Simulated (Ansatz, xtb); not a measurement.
**C2H9NSSi2: which of two isomers lies lower**

Structure I: `C[Si@@H]1N[SiH2]CS1`, a singlet. Structure II: `S[Si@@H]1CC[SiH2]N1`, a singlet. Both are isolated molecules in the gas phase, relaxed with PBE-D3(BJ)/def2-SVP; the shapes shown needn't be the lowest conformers.

I (Å):

```xyz
15

C    -1.3062   -1.5960   -0.0376
C     0.9584    0.9973   -3.0723
N     1.1867    0.1801   -0.3639
S    -0.4250   -0.2254   -2.8989
Si    0.2200   -1.1252   -1.0284
Si    1.4053    1.6238   -1.3354
H    -1.0201   -2.0385    0.9391
H    -1.9415   -0.7071    0.1441
H    -1.9048   -2.3530   -0.5855
H     1.0620   -2.3636   -1.2228
H     1.7067    0.0532    0.5080
H     0.4971    2.7668   -0.9561
H     2.8285    2.1144   -1.2446
H     1.8238    0.5275   -3.5837
H     0.5743    1.8092   -3.7219
```

II (Å):

```yaml
atoms:
  - { symbol: C, position_ang: [1.0886, -1.1987, -1.2253] }
  - { symbol: C, position_ang: [0.4392, -0.6439, -2.5174] }
  - { symbol: N, position_ang: [-0.5931, 0.8418, -0.4085] }
  - { symbol: S, position_ang: [2.5530, 1.4789, 0.3653] }
  - { symbol: Si, position_ang: [0.8898, 0.0980, 0.1538] }
  - { symbol: Si, position_ang: [-1.1119, 0.3429, -2.0155] }
  - { symbol: H, position_ang: [2.4720, 1.9237, -0.9210] }
  - { symbol: H, position_ang: [0.8006, -0.4830, 1.5374] }
  - { symbol: H, position_ang: [2.1495, -1.4881, -1.3712] }
  - { symbol: H, position_ang: [0.5533, -2.1120, -0.8832] }
  - { symbol: H, position_ang: [0.2184, -1.4430, -3.2551] }
  - { symbol: H, position_ang: [1.1311, 0.0654, -3.0219] }
  - { symbol: H, position_ang: [-1.3880, 1.5144, -2.9244] }
  - { symbol: H, position_ang: [-2.3601, -0.5077, -1.9946] }
  - { symbol: H, position_ang: [-1.0792, 1.5584, 0.1356] }
```

Q: Estimate E(II) − E(I) at the level CCSD(T)/def2-SVP + ΔMP2/def2-TZVPP.

A: Too close to call at this level: CCSD(T)/def2-SVP + ΔMP2/def2-TZVPP gives E(II) − E(I) = +0.66 kcal/mol.

Level by level:

| level | geometry | E(II) − E(I) (kcal/mol) | departure from the last row (kcal/mol) | job, with rough time for the two |
| --- | --- | --- | --- | --- |
| GFN2-xTB | GFN2-xTB | −0.62 | −1.28 | optimisation, 0.3 s |
| HF/STO-3G | GFN2-xTB | +5.14 | +4.47 | single point, 0.36 s |
| r2SCAN-D4/def2-SVP | GFN2-xTB | −1.30 | −1.97 | single point, 4.1 s |
| PBE-D3(BJ)/def2-SVP | PBE-D3(BJ)/def2-SVP | −1.16 | −1.83 | optimisation, 30 s |
| HF/def2-SVP | PBE-D3(BJ)/def2-SVP | −0.82 | −1.49 | part of the CCSD(T) run |
| MP2/def2-SVP | PBE-D3(BJ)/def2-SVP | −1.85 | −2.51 | part of the CCSD(T) run |
| CCSD(T)/def2-SVP | PBE-D3(BJ)/def2-SVP | −2.14 | −2.80 | single point |
| CCSD(T)/def2-SVP + ΔMP2/def2-TZVPP | PBE-D3(BJ)/def2-SVP | +0.66 |  | single point, 50 s |

As drawn, II has 1 C–C, 1 S–H in place of 1 C–S, 1 C–H.

The largest departure from CCSD(T)/def2-SVP + ΔMP2/def2-TZVPP is that of HF/STO-3G, 4.47 kcal/mol. The last row adds to CCSD(T) the change of the MP2 difference between the two basis sets, here +2.80 kcal/mol.

With thermal terms from frequencies at re-optimised GFN2-xTB minima (ideal gas, soft modes damped towards free rotors, one conformer each, 298.15 K, 1 atm): on the last row, ΔE + ΔZPE = −0.25, ΔH = −0.40, ΔG = −0.02 kcal/mol.

The correlated steps freeze 18 core orbitals. Codes used: Ansatz 0.2.0, xtb 6.7.1; the last row on 4 threads of Arm Neoverse V2 on a shared host.

The two isomers are practically isoenergetic, and the sign of the small gap depends on the basis set. The near-balance makes chemical sense: C–C is stronger than C–S, but S–H is weaker than C–H, so the exchange largely cancels, while both five-membered rings keep the Si–N–Si unit. In def2-SVP, Hartree–Fock, MP2 and CCSD(T) all favour II, yet the basis correction of +2.80 kcal/mol outweighs that preference. This suggests that the small basis underdescribes polarisation and correlation around sulfur more severely in I, where it bridges carbon and silicon, than in the thiol. HF/STO-3G gets the final electronic sign right, probably by accident, since it lacks d functions on silicon and sulfur.

Zero-point energy pulls the balance back towards II, as expected when a stiff C–H stretch gives way to a softer S–H one. The free-energy difference of −0.02 kcal/mol therefore supports near-degeneracy, not a preference for II. Nor does it imply easy interconversion, which would require breaking and remaking strong bonds.
